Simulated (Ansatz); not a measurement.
# A series in volume per atom on KCl

All results are calculated (Ansatz 0.2.0). Periodic Kohn-Sham DFT of a crystal at fixed atoms; pressure and stress are positive in compression; the energy is the free energy less that of spherical unpolarised free atoms; site moments are those in the method's own spheres, positive along +z.

Cell of the first row (space group Fm-3m, No. 225):
```
cell vectors (Å)
   0.0000     3.1464     3.1464
   3.1464     0.0000     3.1464
   3.1464     3.1464     0.0000
atoms (fractions of the cell vectors)
K   0.00000  0.00000  0.00000
Cl  0.50000  0.50000  0.50000
```

Settings of every row: method all-electron LAPW; functional PBE; relativity scalar; k mesh 13x13x13; filling fermi-dirac; smearing width 0.05 eV; basis error target 0.25 meV/atom; nucleus gaussian.

Atom start moment: 0 on all atoms.

| row | volume per atom (Å³) | pressure (GPa) | energy less free atoms (eV/atom) |
| --- | --- | --- | --- |
| 1 | 31.147 | 0.758 | -3.3849 |
| 2 | 31.796 | ? | ? |
| 3 | 32.445 | 0.021 | -3.388 |
| 4 | 33.094 | -0.287 | -3.3874 |
| 5 | 33.743 | -0.562 | -3.3857 |

Question: what pressure and energy less free atoms should row 2 give?

Worked fit of pressure. Take u = (V_r/V)^(2/3) − 1 with V_r = 32.77 Å³ an atom, which is twice the finite (Eulerian) strain; such expansions in the strain, on which the Birch-Murnaghan equation of state is built, carry the rest volume and the bulk modulus. The shown rows have u = 0.03444, 0.00667, -0.00654, -0.01932. Least squares give pressure = −0.1379 + 23.4 × u + 75.83 × u² GPa; a straight line predicts inner rows, each left out in turn, worse (root mean square 0.034 against 0.0015 GPa). The rows lie off it by 0.000, -0.001, 0.001, 0.000. The pressure vanishes at u = 0.0058, or V = 32.49 Å³ an atom, and there the bulk modulus at fixed shape and fractions is B = −V dP/dV = (2/3)(1 + u) dP/du = 16.3 GPa. The withheld row has u = 0.02032, so the fit gives −0.1379 + 23.4 × (0.02032) + 75.83 × (0.02032)² = 0.369 GPa.

The calculation gave 0.368 GPa. The fit lies 0.001 GPa (0.076 % of the column's range) above it, one unit of the last digit.

Worked fit of energy less free atoms. Take u = (V_r/V)^(2/3) − 1 with V_r = 32.77 Å³ an atom, which is twice the finite (Eulerian) strain; such expansions in the strain, on which the Birch-Murnaghan equation of state is built, carry the rest volume and the bulk modulus. The shown rows have u = 0.03444, 0.00667, -0.00654, -0.01932. Least squares give energy less free atoms = −3.38786 − 0.0413 × u + 3.694 × u² eV/atom; a straight line predicts inner rows, each left out in turn, worse (root mean square 0.0016 against 7.2e-05 eV/atom). All shown rows lie on it to the printed digit. The withheld row has u = 0.02032, so the fit gives −3.38786 − 0.0413 × (0.02032) + 3.694 × (0.02032)² = -3.3872 eV/atom.

The calculation gave -3.3872 eV/atom. The fit meets it to the printed digit.
